**Hand rule for the charging ladder of a Woods-Saxon dot**

The table holds chemical potentials, addition energies, highest eigenvalues, unpaired electrons and rms radii for 1 to 18 electrons in a spherical Woods-Saxon well with a central charge, from spin-polarised Kohn-Sham LDA-PW92 with m-averaged shells. The program tests a constant-interaction rule, addition energy $=U+D$ (closure) $+J$ (half filling), and compares its constants with a uniform sphere, spherical-box levels and a spin energy $-IM^2/4$. With $U=0.55$, $D=1.43$ and $J=0.18$ hartree*, calibrated on the same rows, addition energies are reproduced within 11% and chemical potentials for 3 to 18 electrons with an rms error of 0.22 hartree*. On plateau rows the highest eigenvalue exceeds the chemical potential by half the addition energy to within 0.003 hartree*, and the radius follows $0.92\,N^{0.18}$ bohr* to 4%. The rule fails at one electron and cannot be carried past 18, where 2s lies only about 0.3 hartree* above 1d.

Spherical dot in a Woods-Saxon well (depth 14 hartree*, radius 2.25 bohr*, edge 0.27 bohr*) with an attractive central point charge of 1 e, computed with the radks radial solver (version 2) with Libxc in spin-polarised Kohn-Sham LDA (PW92 correlation). Shells are averaged over m and filled by a greedy search. For N electrons, the addition energy is E(N+1)+E(N-1)-2E(N).

## Analysis program

```python
# Table: spin-polarised LDA-PW92 Kohn-Sham (radks) spherical Woods-Saxon dot with a central charge, N = 1..18:
# chemical potential, addition energy, top eigenvalue, rms radius (hartree*, bohr*).
# Tested: a hand rule, addition = U + D(closure) + J(half filling), its sum for mu, eigenvalue - mu = U/2, size law.
T = {
    'electrons': [1, 2, 3, 4, 5, 6, 7, 8, 9, 10, 11, 12, 13, 14, 15, 16, 17, 18],
    'chemical_potential': [-13.96, -13.01, -10.88, -10.28, -9.663, -8.875, -8.298, -7.71, -5.886, -5.346, -4.806, -4.266, -3.728, -3.045, -2.527, -2.007, -1.488, -0.9706],  # hartree*
    'unpaired_electrons': [1, 0, 1, 2, 3, 2, 1, 0, 1, 2, 3, 4, 5, 4, 3, 2, 1, 0],
    'rms_radius': [0.9473, 1.003, 1.132, 1.201, 1.247, 1.285, 1.315, 1.34, 1.377, 1.407, 1.434, 1.457, 1.477, 1.497, 1.515, 1.531, 1.547, 1.561],  # bohr*
    'highest_eigenvalue': [-13.59, -12.66, -10.58, -9.972, -9.353, -8.589, -8.005, -7.416, -5.616, -5.076, -4.536, -3.997, -3.459, -2.786, -2.267, -1.748, -1.229, -0.7122],  # hartree*
    'highest_level': ['1s up', '1s up', '1p up', '1p up', '1p up', '1p down', '1p down', '1p up', '1d up', '1d up', '1d up', '1d up', '1d up', '1d down', '1d down', '1d down', '1d down', '1d up'],
    'addition_energy': [None, 2.131, 0.6031, 0.6165, 0.7873, 0.5776, 0.5875, 1.825, 0.5394, 0.5403, 0.5398, 0.5384, 0.6825, 0.5185, 0.5194, 0.519, 0.5178, None],  # hartree*
}
import numpy as np
from scipy.special import spherical_jn as jn
from scipy.optimize import brentq
from scipy.integrate import quad
N = np.array(T['electrons'], int); mu = np.array(T['chemical_potential'], float)
rms = np.array(T['rms_radius'], float); eps = np.array(T['highest_eigenvalue'], float)
add = {int(n): a for n, a in zip(N, T['addition_energy']) if a is not None}
R, V0, Z = 2.25, 14.0, 1.0  # settings from the caption
clo, half = [2, 8], [5, 13]
pl = [n for n in add if n not in clo + half]; a = np.array([add[n] for n in pl]); ip = np.array(pl) - 1
U = round(float(a.mean()), 2)
D = round(float(np.mean([add[n] for n in clo]) - a.mean()), 2); J = round(float(np.mean([add[n] for n in half]) - a.mean()), 2)
print(f"energies hartree*, lengths bohr*; table rounding: mu 0.005 (N<=4), 0.0005 after; addition 0.0005 or less")
print(f"calibrated rule: U={U:.2f} (12 rows), D={D:.2f} (2 rows), J={J:.2f} (2 rows), start mu(2)={mu[1]:.2f}")
nc = sum((N > c).astype(int) for c in clo); nh = sum((N > h).astype(int) for h in half)
mur = mu[1] + U*(N - 2) + D*nc + J*nh
p, lnA = np.polyfit(np.log(N), np.log(rms), 1); p, A = round(float(p), 2), round(float(np.exp(lnA)), 2)
rr = A*N**p
print(" N  mu_rule   err | add_rule    err   err% | eps-mu  add/2 | rms_rule err%")
for i, n in enumerate(N):
    ar = U + D*(n in clo) + J*(n in half)
    s = f"{ar:6.2f} {ar-add[n]:+7.3f} {100*(ar/add[n]-1):+5.1f} | {eps[i]-mu[i]:.3f} {add[n]/2:.3f}" if n in add else f"   no table value    | {eps[i]-mu[i]:.3f}   -  "
    print(f"{n:2d} {mur[i]:7.2f} {mur[i]-mu[i]:+6.2f} | {s} | {rr[i]:.3f} {100*(rr[i]/rms[i]-1):+5.1f}")
e = (mur - mu)[2:]
print(f"mu, N=3..18: rms err {np.sqrt(np.mean(e**2)):.2f}, worst {e[np.argmax(abs(e))]:+.2f} at N={N[2:][np.argmax(abs(e))]}; span of mu {mu[-1]-mu[0]:.2f}; step mu(2)-mu(1)={mu[1]-mu[0]:.2f} (not fitted)")
for n in (8, 13):
    i = n - 1
    print(f"worked N={n}: mu={mu[1]:.2f}+{n-2}*{U}+{nc[i]}*{D}+{nh[i]}*{J}={mur[i]:.2f} (table {mu[i]:.3f}); eps=mu+U/2={mur[i]+U/2:.2f} (table {eps[i]:.3f})")
isp = np.array(pl) < 8; Up, Ud = a[isp].mean(), a[~isp].mean(); c = np.sum(a/rms[ip])/np.sum(1/rms[ip]**2)
for lab, m in (("one U", U + 0*a), (f"c/rms, c={c:.3f}", c/rms[ip]), (f"U_p={Up:.3f}, U_d={Ud:.3f}", np.where(isp, Up, Ud)), (f"6/(5R)={1.2/R:.3f}", 1.2/R + 0*a)):
    k = np.argmax(abs(m - a)); print(f"plateau model {lab}: rms err {np.sqrt(np.mean((m-a)**2)):.3f}, worst {(m-a)[k]:+.3f} at N={pl[k]}")
dj = abs((eps - mu)[ip] - a/2).max()
print(f"plateau rows: largest |eps-mu-add/2| = {dj:.4f}; eps-mu ranges {min(eps-mu):.3f} to {max(eps-mu):.3f}; U/2={U/2:.3f}")
box = {}
for lab, l, lo, hi in (('1s', 0, 3, 3.5), ('1p', 1, 4, 5), ('1d', 2, 5.5, 6), ('2s', 0, 6, 6.5)):
    x = brentq(lambda t: jn(l, t), lo, hi); m = [quad(lambda s: jn(l, x*s)**2*s**k, 0, 1)[0] for k in (1, 2, 4)]
    box[lab] = (x, x*x/(2*R*R), m[0]/m[1]/R, m[2]/m[1])
print("box x, x^2/2R^2, <1/r>: " + "; ".join(f"{k} {v[0]:.3f} {v[1]:.2f} {v[2]:.2f}" for k, v in box.items()))
E = {k: -V0 + v[1] - Z*v[2] for k, v in box.items()}; gsp, gpd = E['1p'] - E['1s'], E['1d'] - E['1p']
print(f"box+charge: 1s {E['1s']:.2f} (mu(1) {mu[0]:.2f}); gaps s-p {gsp:.2f}, p-d {gpd:.2f}, 2s-1d {E['2s']-E['1d']:+.2f}")
print(f"closure peak over plateau: N=2 {add[2]-Up:.2f} (over U_p), N=8 {add[8]-(Up+Ud)/2:.2f} (over mean of U_p, U_d)")
e0 = E['1s'] + 1.2/R*(N - 1) + gsp*(N > 2) + gpd*(N > 8) - mu
print(f"no fitted constants (J=0): mu err N=1 {e0[0]:+.2f}, N=2 {e0[1]:+.2f}, N=8 {e0[7]:+.2f}, N=18 {e0[-1]:+.2f}")
# further outputs of the same runs at N=4 and N=17: Hartree energy; levels 1s up, 1p up, 1p down, 1d up, 1d down, 2s up, 2s down
X = {4: (6.3577, -11.3033, -9.97152, -9.81875, -8.57063, -8.42272, -8.48985, -8.38863),
     17: (87.3484, -3.27399, -2.3475, -2.3239, -1.25374, -1.2293, -0.946144, -0.932681)}
for n, v in X.items():
    es = 0.6*n*n/(np.sqrt(5/3)*rms[n-1])
    print(f"N={n}: Hartree {v[0]:.2f}, uniform sphere from rms {es:.2f} ({100*(es/v[0]-1):+.1f}%); 2E_H/N^2={2*v[0]/n**2:.3f}, {100*(2*v[0]/n**2/add[n]-1):.0f}% above addition")
    print(f"N={n}: level gaps s-p {v[2]-v[1]:.2f}, p-d {v[4]-v[2]:.2f}, 2s-1d up {v[6]-v[4]:.3f}, down {v[7]-v[5]:.3f}")
Ip, Id = (X[4][3] - X[4][2])/T['unpaired_electrons'][3], (X[17][5] - X[17][4])/T['unpaired_electrons'][16]
bp, bd = add[5] - (add[4] + add[6])/2, add[13] - (add[12] + add[14])/2
print(f"half-filling bump: 1p {bp:.3f} vs 3I={3*Ip:.3f} (I={Ip:.3f}, N=4); 1d {bd:.3f} vs 5I={5*Id:.3f} (I={Id:.3f}, N=17)")
print(f"N=14 spin gain for M 4->6, 5I with I from the bump: {bd:.2f}, to set against the 2s-1d gaps above")
occ = np.array([np.minimum(N, 2), np.clip(N - 2, 0, 6), np.clip(N - 8, 0, 10)])
rb = R*np.sqrt(np.array([box[k][3] for k in ('1s', '1p', '1d')]) @ occ/N)
print(f"rms rule {A}*N^{p}: worst {100*max(abs(rr/rms-1)):.1f}%; box at R: N=2 {rb[1]:.2f}, N=18 {rb[-1]:.2f}; growth 2->18 table {rms[-1]/rms[1]:.2f}x, box {rb[-1]/rb[1]:.2f}x")
print(f"beyond the table, rough mu(19): with D {mu[-1]+U+D:+.2f}; with the N=17 2s-1d gap {mu[-1]+add[17]+X[17][6]-X[17][4]:+.2f}")
assert sorted(sorted(add, key=add.get)[-2:]) == clo and sorted(sorted(add, key=add.get)[-4:-2]) == half
assert dj < 0.01
assert 0 < p < 1/3
assert all(2*v[0]/n**2 > add[n] for n, v in X.items())
```

Output:

```
energies hartree*, lengths bohr*; table rounding: mu 0.005 (N<=4), 0.0005 after; addition 0.0005 or less
calibrated rule: U=0.55 (12 rows), D=1.43 (2 rows), J=0.18 (2 rows), start mu(2)=-13.01
 N  mu_rule   err | add_rule    err   err% | eps-mu  add/2 | rms_rule err%
 1  -13.56  +0.40 |    no table value    | 0.370   -   | 0.920  -2.9
 2  -13.01  +0.00 |   1.98  -0.151  -7.1 | 0.350 1.065 | 1.042  +3.9
 3  -11.03  -0.15 |   0.55  -0.053  -8.8 | 0.300 0.302 | 1.121  -1.0
 4  -10.48  -0.20 |   0.55  -0.067 -10.8 | 0.308 0.308 | 1.181  -1.7
 5   -9.93  -0.27 |   0.73  -0.057  -7.3 | 0.310 0.394 | 1.229  -1.4
 6   -9.20  -0.32 |   0.55  -0.028  -4.8 | 0.286 0.289 | 1.270  -1.2
 7   -8.65  -0.35 |   0.55  -0.037  -6.4 | 0.293 0.294 | 1.306  -0.7
 8   -8.10  -0.39 |   1.98  +0.155  +8.5 | 0.294 0.912 | 1.338  -0.2
 9   -6.12  -0.23 |   0.55  +0.011  +2.0 | 0.270 0.270 | 1.366  -0.8
10   -5.57  -0.22 |   0.55  +0.010  +1.8 | 0.270 0.270 | 1.392  -1.0
11   -5.02  -0.21 |   0.55  +0.010  +1.9 | 0.270 0.270 | 1.417  -1.2
12   -4.47  -0.20 |   0.55  +0.012  +2.2 | 0.269 0.269 | 1.439  -1.2
13   -3.92  -0.19 |   0.73  +0.047  +7.0 | 0.269 0.341 | 1.460  -1.2
14   -3.19  -0.14 |   0.55  +0.032  +6.1 | 0.259 0.259 | 1.479  -1.2
15   -2.64  -0.11 |   0.55  +0.031  +5.9 | 0.260 0.260 | 1.498  -1.1
16   -2.09  -0.08 |   0.55  +0.031  +6.0 | 0.259 0.260 | 1.515  -1.0
17   -1.54  -0.05 |   0.55  +0.032  +6.2 | 0.259 0.259 | 1.532  -1.0
18   -0.99  -0.02 |    no table value    | 0.258   -   | 1.548  -0.8
mu, N=3..18: rms err 0.22, worst -0.39 at N=8; span of mu 12.99; step mu(2)-mu(1)=0.95 (not fitted)
worked N=8: mu=-13.01+6*0.55+1*1.43+1*0.18=-8.10 (table -7.710); eps=mu+U/2=-7.82 (table -7.416)
worked N=13: mu=-13.01+11*0.55+2*1.43+1*0.18=-3.92 (table -3.728); eps=mu+U/2=-3.64 (table -3.459)
plateau model one U: rms err 0.034, worst -0.067 at N=4
plateau model c/rms, c=0.757: rms err 0.025, worst +0.066 at N=3
plateau model U_p=0.596, U_d=0.529: rms err 0.012, worst -0.020 at N=4
plateau model 6/(5R)=0.533: rms err 0.038, worst -0.083 at N=4
plateau rows: largest |eps-mu-add/2| = 0.0028; eps-mu ranges 0.258 to 0.370; U/2=0.275
box x, x^2/2R^2, <1/r>: 1s 3.142 0.97 1.08; 1p 4.493 1.99 0.82; 1d 5.763 3.28 0.73; 2s 6.283 3.90 1.38
box+charge: 1s -14.11 (mu(1) -13.96); gaps s-p 1.28, p-d 1.38, 2s-1d -0.04
closure peak over plateau: N=2 1.53 (over U_p), N=8 1.26 (over mean of U_p, U_d)
no fitted constants (J=0): mu err N=1 -0.15, N=2 -0.57, N=8 -1.39, N=18 -1.41
N=4: Hartree 6.36, uniform sphere from rms 6.19 (-2.6%); 2E_H/N^2=0.795, 29% above addition
N=4: level gaps s-p 1.33, p-d 1.40, 2s-1d up 0.081, down 0.034
N=17: Hartree 87.35, uniform sphere from rms 86.82 (-0.6%); 2E_H/N^2=0.604, 17% above addition
N=17: level gaps s-p 0.93, p-d 1.09, 2s-1d up 0.308, down 0.297
half-filling bump: 1p 0.190 vs 3I=0.229 (I=0.076, N=4); 1d 0.154 vs 5I=0.122 (I=0.024, N=17)
N=14 spin gain for M 4->6, 5I with I from the bump: 0.15, to set against the 2s-1d gaps above
rms rule 0.92*N^0.18: worst 3.9%; box at R: N=2 1.20, N=18 1.42; growth 2->18 table 1.56x, box 1.19x
beyond the table, rough mu(19): with D +1.01; with the N=17 2s-1d gap -0.15
```
